Structures of Ni, computed with Ansatz 0.2.0 using r2SCAN and scalar-relativistic plane-wave PAW, with collinear spin, a 500 eV cutoff and 0.1 eV Gaussian smearing. Cell and atoms were relaxed at 0 GPa, keeping the starting symmetry. Energies are relative to the lowest computed structure, at 0 K without zero-point motion.

```tsv
found from	space group number	atoms in cell	volume per atom (Å³)	over lowest (meV/atom)
database cell	225	1	10.51	0.0
La type	194	4	10.55	16.0
Sm type	166	3	10.56	19.0
database cell	229	1	10.57	120.0
Ti type	191	3	10.72	145.0
W type	223	8	10.74	172.0
changed type	69	2	11.03	258.0
changed type	139	2	11.52	388.0
Sn type	191	1	11.46	466.0
Ca type	221	1	12.25	788.0
changed type	194	4	13.65	1016.0
changed type	191	2	14.71	1033.0
Si type	227	2	15.86	1270.0
```

Among these forms of nickel, the denser one is nearly always the more stable. If the rows are sorted by volume per atom, the energies over the lowest come out in order too, except that the Sn type and the structure of space group 139 change places. Volume thus gives a good ranking, but a poor idea of what a change of structure costs. The rule breaks in size at both ends of the table, for two different reasons. One label misleads: the first row, called "database cell", began as an iodine-type cell and relaxed to the face-centred cubic structure.

**The breaks.** The sharpest one lies among the dense structures. The Sm type is a close-packed stacking, like the face-centred cubic ground state (fcc, space group 225). The body-centred cubic form (bcc, 229) takes up only 0.01 Å³ more per atom than the Sm type, yet costs about 100 meV more. At the open end the reverse happens: from the structure of group 194 at 13.65 Å³ to the two-atom one of group 191, the volume grows by about 1 Å³ and the energy by only 17 meV.

A smooth curve that rises from fcc and levels off, fitted to all thirteen rows, puts a scale on this. It typically misses by about 50 meV. For bcc it gives some 35 meV where the calculation finds 120. The two-atom structure of group 191 and that of group 139 lie about 90 meV below the curve, probably because they keep better contacts than their volume suggests, though this is untested.

**Open structures: volume counts empty space.** What holds a metal together is contact between neighbours, and volume measures contacts and voids together. Equal balls in a crate show the difference. Stacked as in simple cubic they fill about half of the space, and arranged as in diamond about a third, so much of the added volume is void. The comparison ends there, because balls have no bonds that could strengthen when others are lost.

Nickel shows both effects. Going from fcc to simple cubic (Ca type) costs about 450 meV per added Å³, and going on to diamond (Si type) only about 130. Counted per lost neighbour, the order turns round: about 130 meV each for the first six, then 240 each for the next two. The last bonds are the most valuable, although the volume makes their loss look cheap.

Theory offers a simple reason. Each neighbour adds its share to the square of the width of the d band, so the width, and roughly the bonding with it, grows as the square root of the number of neighbours $z$. The energy above fcc, which has twelve neighbours, is then

$$E(z) = A\left(1-\sqrt{z/12}\right).$$

Diamond, with $z=4$ and 1270 meV, sets the scale: $A = 1270/0.423 \approx 3000$ meV. Simple cubic, with $z=6$, should then cost $3000 \times 0.293 \approx 880$ meV. The calculation gives 788, so the estimate is 12 % too high for a row that did not set the scale. The formula leaves out the repulsion between atoms and the shortening of the remaining bonds, from 2.46 Å in fcc to 2.18 Å in diamond. Simple cubic is the only open structure it is tested on here, so it is a rough guide and not a proof of the square root.

**Dense structures: the arrangement decides.** Here the count fails as well. With only its eight nearest neighbours bcc should cost about 550 meV, and with the six slightly more distant ones counted in full it should lie below fcc, so the answer depends on where one stops counting. The W type has 13.5 neighbours on average, more than fcc, and still costs 172 meV. Its contacts range from 2.21 to 2.70 Å, so some are squeezed and others stretched.

For bcc, the likely cause is the filling of the d band, though nothing in the table tests it. The bcc arrangement splits this band into a lower, bonding part and an upper, antibonding part with a dip between them, which pays best when the band is about half full. In nickel the d levels of one spin are nearly full, and those of the other hold about four of five electrons. That is well past the dip, where close packing is expected to win. Magnetism may add to the step, since the moment falls from 0.73 µB per atom in fcc to 0.62 in bcc. Its share is untested, and the functional used here is known to make nickel's moment too large.

**What to do about it.** For nickel, use volume to sort candidates roughly, not to estimate an energy. The ranking needn't hold for other elements: silicon, for one, prefers the open diamond structure. For a first estimate of an open structure's energy, count the neighbours it has lost. For a dense one, ask whether it is truly close-packed; if it isn't, only a calculation of its energy will do. The La and Sm types differ by 3 meV, less than the 4 meV to which the energies are converged, so their order is open.

The value for bcc needs one more caution. The relaxation kept the cubic symmetry, whereas bcc nickel is known to give way to a tetragonal distortion. Its 120 meV is the cost of a shape held in place, not of a bulk phase that would last on its own. Simple cubic and other open forms may be held in the same way. The magnetic states of the seven structures from 258 meV upwards, simple cubic and diamond among them, were not examined, and for no row is it certain that the lowest state was found. The neighbour estimates for the open structures share this doubt. The printed analysis below gives the curve row by row, and the neighbour estimates for simple cubic, bcc and the W type.

Printed output of the fit:

```
fit of en on 13 rows: coefficient of (1 - exp(-(vol - v0)/s)) 1347 +/- 35, s 2.312; rms 53, worst changed type 95.3, leave-one-out rms 74.5
Levelling curve in volume:
            row  volume_A3  computed_meV  curve_meV  curve_less_computed
  database cell      10.51             0          0                    0
        La type      10.55            16      23.11                7.108
        Sm type      10.56            19      28.82                9.822
  database cell      10.57           120      34.51               -85.49
        Ti type      10.72           145        117               -28.02
         W type      10.74           172      127.6               -44.43
   changed type      11.03           258      271.4                13.35
   changed type      11.52           388      476.8                88.84
        Sn type      11.46           466        454               -12.05
        Ca type      12.25           788      712.5               -75.47
   changed type      13.65          1016       1001                -15.1
   changed type      14.71          1033       1128                95.34
        Si type      15.86          1270       1214               -55.79
Energy step from Sm type to bcc (meV/atom): 101
Volume step from Sm type to bcc (A3/atom): 0.01
Energy of Sn type less group 139 (meV/atom): 78
Volume of Sn type less group 139 (A3/atom): -0.06
Energy step from open group 194 to two-atom group 191 (meV/atom): 17
Volume step from open group 194 to two-atom group 191 (A3/atom): 1.06
Cost per added A3 from fcc to simple cubic (meV): 452.9
Cost per added A3 from simple cubic to diamond (meV): 133.5
Cost per lost neighbour from fcc to simple cubic (meV): 131.3
Cost per lost neighbour from simple cubic to diamond (meV): 241
Root law for simple cubic with 6 neighbours (meV/atom): 880.1
Root law for bcc with 8 neighbours (meV/atom): 551.4
Root law for bcc with 14 neighbours (meV/atom): -240.8
Root law for W type with 13.5 neighbours (meV/atom): -182.3
Nearest distance in fcc (A): 2.459
Nearest distance in simple cubic (A): 2.305
Nearest distance in diamond (A): 2.176
Shortest contact in W type (A): 2.206
Longest counted contact in W type (A): 2.702
```
